Solution key: low-energy bands of Bernal bilayer graphene under hydrostatic pressure

Conventions. The basis is (A1, B1, A2, B2); B1 lies below A2, and these two are the dimer sites. Momentum p = p(cos φ, sin φ) is counted from the valley at (ξ 4π/3a, 0), ξ = ±1, with π = ξp_x + ip_y and π† = ξp_x − ip_y. Velocities are v = √3 aγ0/(2ħ), and v3, v4 likewise from γ3, γ4; all γ are positive. The upper-triangle elements are H(A1,B1) = H(A2,B2) = vπ†, H(B1,A2) = γ1, H(A1,B2) = v3π. Parts (a) to (d) omit γ4 and the dimer site energy Δ′. The magnetic field and the interlayer potential are zero. Energies are in eV (1 eV = 1.602×10⁻¹⁹ J).

(a) Two-band Hamiltonian.
Split H into the block H_L on (A1, B2), the block H_D = γ1σ_x on (B1, A2), and the coupling T = v diag(π†, π). Eliminating the dimer amplitudes gives H_L + T(E − H_D)⁻¹T†. For |E| ≪ γ1 this is H_L − T H_D⁻¹ T† with H_D⁻¹ = σ_x/γ1, so

H2 = [[0, h], [h*, 0]], h = −(π†)²/(2m) + v3π, m = γ1/(2v²).

For ξ = +1,

E² = |h|² = p⁴/(4m²) + v3²p² − (v3p³/m) cos 3φ.

(b) Touching points and winding.
h vanishes at p = 0 and at p_L = 2mv3 = γ1v3/v² for φ = 0, ±2π/3. Define N = (1/2π)∮ d arg h, counterclockwise. Near the origin h ≈ v3 p e^(iφ), an isotropic cone with N = +1. Near (p_L, 0), at displacement q, h ≈ −v3q_x + 3iv3q_y, a cone with radial velocity v3, tangential velocity 3v3 and N = −1. For p ≫ p_L, h ∝ e^(−2iφ) and N = −2, equal to +1 − 3. The winding has magnitude 2. In the other valley all signs reverse and the pattern is rotated by 180°.

(c) Lifshitz energy and density.
At fixed p, |E| is smallest where cos 3φ = 1. Along φ = 0 and for p < p_L, E = v3p − p²/(2m), which is largest at p = mv3 = p_L/2. This point is therefore a saddle, at

E_L = mv3²/2 = (γ1/4)(v3/v)² = γ1γ3²/(4γ0²).

Below E_L each valley has four pockets, above it one contour.

For the density set u = (p_x + ip_y)/p_L. Then h = 4E_L(u − u*²), and the critical contour is |u − u*²| = 1/4. The curve u(t) = e^(it)/√2 + e^(−2it)/2 gives u − u*² = −e^(4it)/4, so it is that contour. Its area element is ½ Im(u* du) = −cos 3t dt/(4√2). The outer loop |t| ≤ π/4, which closes at the saddle u = 1/2, has signed area −1/12. The signed area over the full period is zero, so the central pocket has area 3 × 1/12 = 1/4, and the occupied area is 1/2 in units of p_L². With four spin-valley flavours and k_L = p_L/ħ,

n_L = 4 · (k_L²/2)/(2π)² = k_L²/(2π²).

Marking note: treating the four pockets as ideal cones gives area π/8 = 0.39 in place of 1/2, which is too small.

(d) Comparison of compressions.
Typical ambient inputs: a = 0.246 nm, γ0 = 3.16 eV, γ1 = 0.38 eV, γ3 = 0.38 eV, layer spacing d0 = 0.335 nm. They give v = 1.02×10⁶ m/s and v3/v = 0.12. Assume γ1 = s × 0.38 eV with s = exp[(d0 − d)/λ] and an illustrative decay length λ = 0.070 nm. Compression by 5 % gives s = 1.27 and by 10 % gives s = 1.61; these rounded values are used below. For orientation, P = (B/B′)[(d0/d)^B′ − 1] with approximate c-axis parameters of graphite, B = 36 GPa and B′ = 11, gives 2.5 GPa and 7.2 GPa. The response of γ3 is bracketed by γ3 ∝ s^ν with ν = 0 (only γ1 grows) and ν = 1 (γ3 grows in proportion). γ0 and a are held fixed.

Case | compression | ν | γ1 (eV) | γ3 (eV) | m/mₑ | k_L (10⁷ m⁻¹) | E_L (meV) | E_L/k_B (K) | n_L (10¹⁴ m⁻²)
A | 0 | – | 0.38 | 0.38 | 0.032 | 6.8 | 1.4 | 16 | 2.3
B0 | 5 % | 0 | 0.48 | 0.38 | 0.041 | 8.6 | 1.7 | 20 | 3.8
B1 | 5 % | 1 | 0.48 | 0.48 | 0.041 | 11 | 2.8 | 33 | 6.1
C0 | 10 % | 0 | 0.61 | 0.38 | 0.051 | 11 | 2.2 | 26 | 6.1
C1 | 10 % | 1 | 0.61 | 0.61 | 0.051 | 18 | 5.7 | 67 | 16

Trend. The four cones result from a competition between the linear term v3p and the quadratic term v²p²/γ1. A larger γ1 pushes the dimer bands away and weakens the second-order hop A1 → B1 → A2 → B2, so the bands grow heavier, m ∝ s. The linear term then dominates out to a larger momentum, k_L ∝ γ1γ3 ∝ s^(1+ν). The energy is slope times distance, E_L = ħv3k_L/4 ∝ γ1γ3² ∝ s^(1+2ν), and the density is an area, n_L ∝ s^(2+2ν). At 10 % compression E_L grows by a factor between 1.61 and 4.2, and n_L by a factor between 2.6 and 6.7. The enhancement of γ1 alone is thus the smaller lever on E_L, since γ3 enters squared. Cases B1 and C0 share k_L and n_L, because 1.27² ≈ 1.61 makes the product γ1γ3 equal, yet they differ in E_L because their slopes v3 differ. The ratio n_L/E_L = 4m/(π²ħ²) contains γ1 but not γ3, so within the model E_L and n_L together separate the two hoppings. In reduced units u and E/E_L the spectrum is the same in all rows: pressure rescales the pattern and leaves the windings +1 and 3 × (−1) unchanged.

On a back gate of 300 nm SiO2 with typical relative permittivity 3.9, the capacitance is 1.15×10⁻⁴ F/m², and n_L corresponds to 0.32 V from neutrality in case A and 2.2 V in case C1.

(e) Validity and neglected terms.
1. Elimination of the dimer sites. Along φ = 0 the four-band matrix separates under A1 ↔ B2, B1 ↔ A2, and the low branch obeys (v3p − E)(γ1 − E) = v²p². Its maximum occurs where this quadratic in p has a double root, E = γ1r²/(4 + r²) with r = v3/v. This lies below E_L by 0.4 % in case A and by 0.9 % in case C1 (r = 0.19). The truncation is harmless throughout.

2. Electron-hole asymmetry. Add H(A1,A2) = H(B1,B2) = −v4π† and the energy Δ′ on both dimer sites. The same elimination, to first order in v4 and Δ′, adds ηp²/(2m) times the unit matrix, with η = 2γ4/γ0 + Δ′/γ1. Along φ = 0 the branches become ±v3p − (±1 − η)p²/(2m). Counted from the central touching, the saddles lie at +E_L/(1 − η) and −E_L/(1 + η), and the outer cones rise by 4ηE_L. Typical inputs γ4 = 0.14 eV and Δ′ = 0.022 eV give η = 0.15. In case A the saddles are then at +1.6 meV and −1.2 meV and the outer cones at +0.8 meV. If γ4 and Δ′ both scale with s in case C1, η = 0.20, and the values are +7.2, −4.8 and +4.6 meV. The offset of the outer cones rivals E_L: at neutrality the central cone holds electrons and the outer cones hold holes. E_L is the scale between two unequal transition energies, n_L shifts likewise, and for this reason the table carries two figures.

3. In-plane compression. With an approximate linear modulus of 1200 GPa and d ln γ0/d ln a ≈ −3, the pressure of the C cases shrinks a by 0.6 % and lowers E_L by about 4 %.

4. Symmetry breaking. Anisotropic in-plane strain ε adds a constant of order γ3ε to h, about 1.1 meV at ε = 0.3 %, so the stress must be close to hydrostatic in the plane. A single gate at n_L puts an unscreened potential difference e n_L d0/(2ε0) = 0.7 meV across the layers in case A, which opens gaps at the cones; two gates are needed to cancel it. Electron-electron interaction, omitted here, typically acts on the meV scale as well in the cleanest samples.

(f) Result.
All numbers are the model's. The ambient value typically quoted for bilayer graphene is about 1 meV, so the 1.4 meV of case A lies high by roughly a third or more; γ3 is poorly fixed, and 0.30 eV would give 0.9 meV. The compressed rows depend exponentially on the assumed λ: 0.045 nm gives s = 2.1 at 10 % and 13 meV for ν = 1. What does not depend on these inputs, within the two-band model of part (a), is the structure E_L = γ1γ3²/(4γ0²) and n_L = k_L²/(2π²). For λ = 0.070 nm, the model places E_L at 10 % compression between 2.2 meV and 5.7 meV, according to how far γ3 follows γ1.